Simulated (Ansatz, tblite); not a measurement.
## Redistribution: CBr2ClF + C4H4FN → CBrClF2 + C4H4BrN

Gas-phase species: CBr2ClF (dibromochlorofluoromethane) `FC(Cl)(Br)Br`, singlet; C4H4FN `Fc1ccc[nH]1`, singlet; CBrClF2 `FC(F)(Cl)Br`, singlet; C4H4BrN `Brc1ccc[nH]1`, singlet. The partners trade Br for F; both sit on C, so the bond types are kept.

Shapes, held fixed at every level: PBE0-D4/def2-TZVP. Programs: Ansatz 0.2.0, tblite 0.8.0. The zero-point and thermal change to 298 K, harmonic and unscaled (PBE0-D4/def2-TZVP), is +1.4 kJ/mol.

```tsv
level	kind	ΔH(298 K) (kJ/mol)	less CCSD(T)/def2-TZVPP
GFN1-xTB	semi-empirical	-30.2	+26.3
HF/def2-TZVPP	Hartree–Fock	-60.0	-3.5
B3LYP-D4/def2-TZVPP	global hybrid	-50.5	+6.0
PBE0-D4/def2-TZVPP	global hybrid	-53.4	+3.1
wB97M-V/def2-TZVPP	range-separated hybrid	-52.6	+3.9
wB97X-V/def2-TZVPP	range-separated hybrid	-54.0	+2.5
MP2/def2-TZVPP	perturbation theory	-60.6	-4.1
CCSD/def2-TZVPP	coupled cluster or CI	-56.6	-0.1
CCSD(T)/def2-TZVPP	coupled cluster or CI	-56.5	0.0
```

The highest level, CCSD(T)/def2-TZVPP, gives ΔH(298 K) = -56.5 kJ/mol; the levels span -60.6 to -30.2. The column of differences is taken from that level and isn't an error. No measured value is set beside it here. Relativity is left out for Br. Outer-core shells of Br are correlated, in sets that cover them unevenly.

Every level makes the exchange exothermic, with fluorine favouring the halomethane carbon and bromine the pyrrole ring. At -56.5 kJ/mol the preference is substantial for a reaction that keeps its bond types, and the small thermal term shows that it is electronic in origin. The likely driving force is geminal stabilisation: a second fluorine on the same sp3 carbon allows lone-pair donation into neighbouring C–F σ* orbitals and strengthens the Coulomb attraction to a more positive carbon. Loss of the contact between two bulky bromines, and of repulsion between fluorine lone pairs and the electron-rich π system of pyrrole, probably helps.

Hartree–Fock already lies close to coupled cluster, as expected when correlation contributions largely cancel between like bonds, and the perturbative triples barely matter. GFN1-xTB gets the direction right but strongly underestimates the driving force, perhaps because its parametrised minimal-basis description misses part of the geminal effect. The total reaction enthalpy alone cannot apportion the preference between the halomethane and the ring.
